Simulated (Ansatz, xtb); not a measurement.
# GeH5SSi−: which of two isomers lies lower

Structure X: `[SiH3][S][GeH2-]`, a singlet. Structure Y: `[SiH3][GeH2][S-]`, a singlet. Both are isolated ions in the gas phase, relaxed with r2SCAN-D4/def2-SVPD; the shapes shown needn't be the lowest conformers.

X (Å):

```xyz
8

Ge   -0.3679    0.7029   -2.5419
S     1.5012   -0.7860   -2.0949
Si    1.3752   -0.9408    0.0012
H     1.5410    0.3655    0.7239
H     2.4689   -1.8398    0.5364
H     0.0886   -1.5378    0.4959
H    -1.3741   -0.0869   -1.5712
H     0.0218    1.7272   -1.3682
```

Y (Å):

```
atom    x (Å)    y (Å)    z (Å)
  Ge   0.4563  -0.0975  -1.9180
   S  -1.6042   0.3521  -2.3049
  Si   0.8904  -0.4931   0.4189
   H   0.5458   0.6947   1.2736
   H   2.3239  -0.8242   0.7727
   H   0.0830  -1.6373   0.9652
   H   1.0363  -1.3718  -2.6226
   H   1.4959   1.0103  -2.3040
```

Quicker runs give these differences E(Y) − E(X): GFN2-xTB +42.48 kJ/mol; HF/STO-3G −39.71 kJ/mol (at GFN2-xTB geometries); r2SCAN-D4/def2-SVPD//GFN2-xTB −2.39 kJ/mol.

Task: Which of the two would you expect CCSD(T)/def2-SVPD + ΔMP2/def2-TZVPPD electronic energies to favour?

Result: Too close to call at this level: CCSD(T)/def2-SVPD + ΔMP2/def2-TZVPPD gives E(Y) − E(X) = +3.88 kJ/mol.

The same difference at several levels:

```
                               level             geometry  E(Y) − E(X) (kJ/mol)  departure from the last row (kJ/mol)  job, with rough time for the two
                            GFN2-xTB             GFN2-xTB                  +42.48                                +38.60              optimisation, 0.34 s
                           HF/STO-3G             GFN2-xTB                  −39.71                                −43.59               single point, 1.1 s
       r2SCAN-D4/def2-SVPD//GFN2-xTB             GFN2-xTB                   −2.39                                 −6.27               single point, 7.8 s
                 r2SCAN-D4/def2-SVPD  r2SCAN-D4/def2-SVPD                   −1.31                                 −5.19                optimisation, 75 s
                        HF/def2-SVPD  r2SCAN-D4/def2-SVPD                  −12.51                                −16.38           part of the CCSD(T) run
                       MP2/def2-SVPD  r2SCAN-D4/def2-SVPD                   −8.66                                −12.53           part of the CCSD(T) run
                   CCSD(T)/def2-SVPD  r2SCAN-D4/def2-SVPD                   −3.93                                 −7.81                      single point
CCSD(T)/def2-SVPD + ΔMP2/def2-TZVPPD  r2SCAN-D4/def2-SVPD                   +3.88                                                      single point, 82 s
```

As drawn, Y has 1 Ge–Si in place of 1 S–Si.

The largest departure from CCSD(T)/def2-SVPD + ΔMP2/def2-TZVPPD is that of HF/STO-3G, 43.59 kJ/mol. The last row adds to CCSD(T) the change of the MP2 difference between the two basis sets, here +7.81 kJ/mol.

With harmonic frequencies from r2SCAN-D4/def2-SVPD (ideal gas, rigid rotor, one conformer each, 298.15 K, 1 atm): on the last row, ΔE + ΔZPE = +4.95, ΔH = +4.62, ΔG = +6.64 kJ/mol.

The correlated steps freeze 19 core orbitals; the filled d shell of Ge is correlated, in a basis made for valence electrons. Programs: Ansatz 0.2.0, xtb 6.7.1; the last row on 2 threads of Intel(R) Xeon(R) Processor @ 2.50GHz (Skylake/Cascade Lake) on a shared host.

The two isomers are nearly degenerate because two preferences oppose each other. Y places the charge mainly on sulfur, the more electronegative site, as a germanethiolate, whereas X keeps the strong, polar Si–S bond and leaves a lone pair on germanium. The geometries fit this picture: Ge–S is short in Y, as expected for a thiolate with some negative hyperconjugation, but clearly stretched in X. This suggests that X has considerable character of a silanethiolate donating to germylene, with germanium closer to the divalent state.

In the smaller basis, Y's advantage shrinks steadily from HF through MP2 to CCSD(T), so correlation favours X, but it doesn't reverse the order. The reversal comes only with the basis-set correction of +7.81 kJ/mol, which is larger than the final gap itself. The thermal terms lean slightly further towards X without making the preference secure. The calculation therefore supports near-degeneracy, not a firm ordering, and says nothing about the barrier to silyl migration between the two.
